Question

I pulled a TaRu crystal longer along one edge of its square base and shortened the other base edge by the same fraction, leaving the third edge alone. The energy looks like a parabola, but the stress flattens and the pressure changes sign, and I can't tell whether the crystal is failing. My questions, from easy to hard:

1. Is a strain of −0.15 a different experiment from +0.15?
2. How stiff is the crystal against this deformation?
3. Which atoms carry the load?
4. Does the flattening stress mean that it yields?
5. Why does the pressure rise if one edge grows as much as the other shrinks?
6. Near a strain of 0.11 the long edge equals the third edge. Could the crystal settle there?
7. Which digits can I trust, and what would change if I relaxed the cell first?

TaRu in the L1_0 structure (2-atom cell, a = 3.053, c = 3.389 Å, not relaxed at this level), strained by s along x and −s along y with fractional coordinates fixed. Ansatz 0.2.0, plane-wave PAW, scalar-relativistic PBEsol, no spin polarisation, 420 eV cutoff, 16×16×14 k mesh, 0.15 eV Gaussian smearing. Free energies are relative to s = 0, stress is xx minus yy tension, and pressure is positive in compression.

```
strain  energy change (meV/atom)  tensile stress along pattern (GPa)  pressure (GPa)
 -0.15                     408.0                              -48.85            8.39
-0.075                      98.7                              -26.99           -2.33
     0                       0.0                                0.00           -5.16
0.0375                      24.9                               13.61           -4.47
0.1125                     227.0                               40.65            1.83
0.1312                     311.9                               45.49            4.78
```

Answer

A few rough sizes are worth keeping. One per cent of this strain costs about 2 meV per atom and builds up nearly 4 GPa of stress difference between the two edges. At ten per cent the energy is a hundred times larger, near 0.2 eV per atom, while the stress is only ten times larger.

1. The sign. It is the same experiment. The base of the undisturbed cell is square, so reversing the sign only exchanges the names of the two edges. The rows should therefore be read by the size of the strain, which puts −0.15 at the end of the series. Once strained, the cell has three unequal edges and is orthorhombic, except at the single strain discussed in answer 6.

2. The stiffness. Call the strain s, and let C11 and C12 be the elastic constants that link the stress on a base edge to the strain of that edge and of the other base edge. Adding the elastic energy of both edges and their coupling gives, for small s,

energy per volume = ½ C11 s² + ½ C11 s² − C12 s² = (C11 − C12) s²

stress difference = 2 (C11 − C12) s

The smallest strain, 0.0375, serves as a worked case. Its 24.9 meV per atom, spread over 15.79 Å³, is an energy density of 0.25 GPa, and division by s² gives C11 − C12 ≈ 180 GPa. The stress in the same row, 13.61 GPa divided by 2s, gives 181 GPa. Energy and stress thus tell the same story.

The parabola also carries far. The strain of −0.15 is four times as large, so the energy should be sixteen times 24.9, or 398 meV per atom. The calculation gives 408, and the estimate is only about 2 per cent below it. A good parabola in the energy does not mean, however, that the forces keep the same origin along the way.

3. The load. Each atom sits at the centre of a box whose eight corners are atoms of the other element, while atoms of its own kind lie one edge length away. A Ta–Ru contact is half the body diagonal of the box. One base edge adds to that diagonal nearly what the other takes away, so the contact grows by less than one per cent over the whole scan. What changes directly is the angle between these bonds and the distance between like atoms.

At large strain the shortened edge takes over. Its compression climbs to 43 GPa at −0.15, where Ta–Ta and Ru–Ru neighbours are only 2.60 Å apart. For comparison, neighbours in the pure metals are roughly 2.9 Å apart in tantalum and 2.7 Å in ruthenium. A likely explanation is that the electron clouds of like atoms, above all those of tantalum, are forced to overlap, which costs energy ever more steeply as they approach. The scan does not separate this from the cost of turning the Ta–Ru bonds.

The lengthened edge behaves quite differently. Its tension peaks at about 13 GPa at a strain of −0.075 and has fallen below 6 GPa at −0.15, although the edge is still growing. A general outward push from the squeezed edge can't be the whole cause, because it would relieve the third edge too. That edge keeps its length, yet its tension rises from 4 to more than 12 GPa. Answer 6 returns to this contrast.

4. The flattening. It is not yielding, although some of it is real softening. The tabulated stress is force divided by the present area, and the areas change. The face that bears the compression grows by the factor 1 + s, and the face that bears the tension shrinks by 1 − s, with s now the size of the strain. The stress that does the work, counted per initial volume, is

work stress = (1 + s) × compression of short edge + (1 − s) × tension of long edge

At −0.15 this is 54 GPa, against 49 GPa in the table. Between the last two strains the tabulated stress climbs only half as steeply as at the start, whereas the work stress keeps about four fifths of its initial slope. Changing areas thus explain much of the flattening. The rest is what remains of two opposing trends: the short edge stiffens, but the fading tension of the long edge outweighs that. Both stresses are still rising at the largest strain, so the scan does not reach an ideal strength. A real crystal would be expected to give way much earlier, through moving dislocations or through a distortion that this path does not allow.

5. The pressure. It is the average compression over three directions, and the average hides the contrast between them. Equal and opposite changes of two edges do not quite preserve the volume, which shrinks by s², or 2.25 per cent at −0.15. If that loss alone caused the pressure rise of 13.6 GPa, the bulk modulus would have to be about 600 GPa, well above even diamond's roughly 440. The volume loss is therefore only part of the cause, and the rest comes from the uneven response of the edges. Between zero strain and −0.15 the short edge gains about 49 GPa of compression, while the third edge gains only about 8 GPa of tension and the long edge ends with the tension it started with.

6. The possible resting place. At a strain of 0.110 the cell has two equal edges again and is briefly tetragonal, now with one short edge. Higher symmetry often marks a minimum or a saddle in the energy, but along this path it marks neither. The energy is already 227 meV per atom at 0.1125 and keeps climbing, because the short edge is still being squeezed.

The stresses along the two long directions suggest something more. At 0.1312 the lengthened edge is longer than the third edge, yet it pulls with 9 GPa against 13 GPa. In a cell that favours equal edges, the longer one would pull harder. Here, at fixed volume and fixed short edge, lengthening the longer edge further at the expense of the third would release energy. The equal-edged cell is thus probably a ridge between two orthorhombic shapes and not a valley. A preference for one long edge over two also fits the contrast in answer 3. In every row the longer of these two edges pulls less, so the base edge loses tension as it becomes the longest, while the third edge gains it. This is an inference from the stresses, and a scan that exchanges length between those two edges would test it.

7. The digits and the starting cell. For the stiffness, trust two figures: about 180 GPa. The energies are safe to about half a per cent at the far end as regards smearing, since removing its effect shifts them by at most 2.2 meV per atom. Convergence with cutoff and k mesh was not tested in this scan, and PBEsol ran on PAW datasets made for PBE, which adds an error of unknown size. The larger reservation concerns the starting cell, which is under a tension of 4 to 6 GPa because it is somewhat too large for this density functional. That tension enters the curvature of the energy, so the 180 GPa describes this slightly stretched crystal and not one at rest.

Relaxing first would bring the pressure at zero strain to zero. The stiffness would then change for two reasons: the contribution of the tension would vanish, and the atoms would sit closer together. The pressure column hints at the net result. Near zero strain, shrinking the whole cell uniformly releases energy, but it releases less when the cell is strained, because the pressure is then less negative. The strain therefore costs more energy in a uniformly smaller cell, and the relaxed crystal should be somewhat stiffer. How much stiffer also depends on how the ratio of the edges relaxes, which this scan does not show. For an elastic constant to put into a design calculation, relax the cell and repeat the small strains. The shift of the load to the short edge should survive, since its contacts would start out even shorter.

The calculated output below lists the edge lengths, the stresses along each edge and the comparison of the two kinds of stress.

Numerical output:

```
Energy and stress by size of strain (0 in the undisturbed row means not defined for the ratios):
     row  size of strain  energy/strain^2 eV/atom  stress/strain GPa  work stress per initial volume GPa
   -0.15            0.15                    18.13              325.7                               54.49
  -0.075           0.075                    17.55              359.9                               27.05
     0.0               0                        0                  0                                   0
  0.0375          0.0375                    17.71              362.9                               13.29
  0.1125          0.1125                    17.94              361.3                               42.63
  0.1312          0.1312                    18.12              346.7                               49.09
Edges and their stresses:
     row  short edge A  long edge A  Ta-Ru A  short-edge compression GPa  long-edge tension GPa  z-edge tension GPa  long minus z tension GPa
   -0.15         2.595        3.511    2.763                        43.2                  5.655               12.38                    -6.728
  -0.075         2.824        3.282    2.749                        13.9                  13.09               7.785                     5.304
     0.0         3.053        3.053    2.744                      -5.699                  5.699               4.091                     1.608
  0.0375         2.939        3.167    2.746                       2.548                  11.06               4.909                     6.149
  0.1125          2.71        3.396    2.755                       29.13                  11.52               12.11                   -0.5969
  0.1312         2.652        3.454    2.759                       36.47                  9.021                13.1                    -4.075
Energy at strain -0.15 over energy at -0.075 (ratio): 4.134
Energy at -0.15 expected from the 0.0375 row by strain squared (meV/atom): 398.4
Spread of energy/strain^2 over strained rows (percent of smallest): 3.343
C11-C12 from energy at 0.0375 (GPa): 179.7
C11-C12 from stress at 0.0375 (GPa): 181.5
Stress slope from 0 to 0.0375 (GPa per 0.01 strain): 3.629
Stress slope from 0.1312 to 0.15 (GPa per 0.01 strain): 1.787
Work-stress slope from 0 to 0.0375 (GPa per 0.01 strain): 3.543
Work-stress slope from 0.1312 to 0.15 (GPa per 0.01 strain): 2.868
Pressure rise from undisturbed cell to -0.15 (GPa): 13.55
Volume loss at -0.15 (percent): 2.25
Bulk modulus needed if volume loss alone raised the pressure (GPa): 602.2
Strain at which long edge equals z edge: 0.1101
Strain at which their tensions are equal, linear between 0.075 and 0.1125: 0.1087
Largest energy shift on extrapolating smearing to zero (meV/atom): 2.195
```
